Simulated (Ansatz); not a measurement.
Ligand exchange: C2HCl2F3 + SnH3F → C2H2Cl2F2 + SnH2F2

Species: C2HCl2F3 (2,2-dichloro-1,1,1-trifluoroethane) `FC(F)(F)C(Cl)Cl`, singlet; SnH3F `[F][SnH3]`, singlet; C2H2Cl2F2 (1,1-dichloro-2,2-difluoroethane) `FC(F)C(Cl)Cl`, singlet; SnH2F2 `[F][SnH2][F]`, singlet. The partners trade F for H: C–F and Sn–H bonds give way to C–H and Sn–F.

Shapes, held fixed at every level: PBE0-D4/def2-TZVP. Flexible molecules stand in one conformer, not always the lowest. Programs: Ansatz 0.2.0. The zero-point and thermal change to 298 K, harmonic and unscaled (PBE0-D4/def2-TZVP), is +10.1 kJ/mol.

**Question.** Estimate ΔH(298 K) of this reaction.

**Answer.** The highest level, CCSD(T)/def2-TZVPP, gives ΔH(298 K) = -80.5 kJ/mol; the levels span -82.1 to -58.5. The column of differences is taken from that level and isn't an error. No measured value is set beside it here. For atoms past krypton def2 sets carry core potentials with scalar relativity. Outer-core shells of Sn are correlated in most correlated rows, in sets that cover them unevenly.

```json
{"level": "HF/def2-SVP", "kind": "Hartree–Fock", "ΔH(298 K) (kJ/mol)": "-58.5", "less CCSD(T)/def2-TZVPP": "+22.0"}
{"level": "HF/def2-TZVPP", "kind": "Hartree–Fock", "ΔH(298 K) (kJ/mol)": "-80.5", "less CCSD(T)/def2-TZVPP": "0.0"}
{"level": "PBE-D4/def2-TZVPP", "kind": "GGA", "ΔH(298 K) (kJ/mol)": "-82.1", "less CCSD(T)/def2-TZVPP": "-1.6"}
{"level": "PBE0-D4/def2-TZVPP", "kind": "global hybrid", "ΔH(298 K) (kJ/mol)": "-76.8", "less CCSD(T)/def2-TZVPP": "+3.7"}
{"level": "wB97M-V/def2-TZVPP", "kind": "range-separated hybrid", "ΔH(298 K) (kJ/mol)": "-78.7", "less CCSD(T)/def2-TZVPP": "+1.8"}
{"level": "CCSD/def2-SVP", "kind": "coupled cluster or CI", "ΔH(298 K) (kJ/mol)": "-60.1", "less CCSD(T)/def2-TZVPP": "+20.4"}
{"level": "CCSD/def2-TZVPP", "kind": "coupled cluster or CI", "ΔH(298 K) (kJ/mol)": "-80.4", "less CCSD(T)/def2-TZVPP": "+0.1"}
{"level": "CCSD(T)/def2-TZVPP", "kind": "coupled cluster or CI", "ΔH(298 K) (kJ/mol)": "-80.5", "less CCSD(T)/def2-TZVPP": "0.0"}
```

The exchange is clearly exothermic at every level, as expected when fluorine moves from carbon to the more electropositive tin. The strongly polar Sn–F bond and the new C–H bond together outweigh the C–F and Sn–H bonds given up. Sn–H is comparatively weak because the diffuse tin valence orbitals overlap poorly with hydrogen 1s. Losing one fluorine from the CF3 group also costs geminal stabilisation, which probably tempers the gain. The thermal term of +10.1 kJ/mol opposes the reaction, largely because stiffer C–H motions replace softer Sn–H ones.

The basis matters far more than correlation: HF and CCSD both become much more exothermic from def2-SVP to def2-TZVPP, which suggests that the smaller set describes the polar fluorides unevenly. The match between HF and CCSD(T) at -80.5 kJ/mol reflects cancellation of correlation energy between reactants and products, not a sound Hartree–Fock description of the individual bonds. The close agreement among the def2-TZVPP results doesn't show that the basis-set limit has been reached.
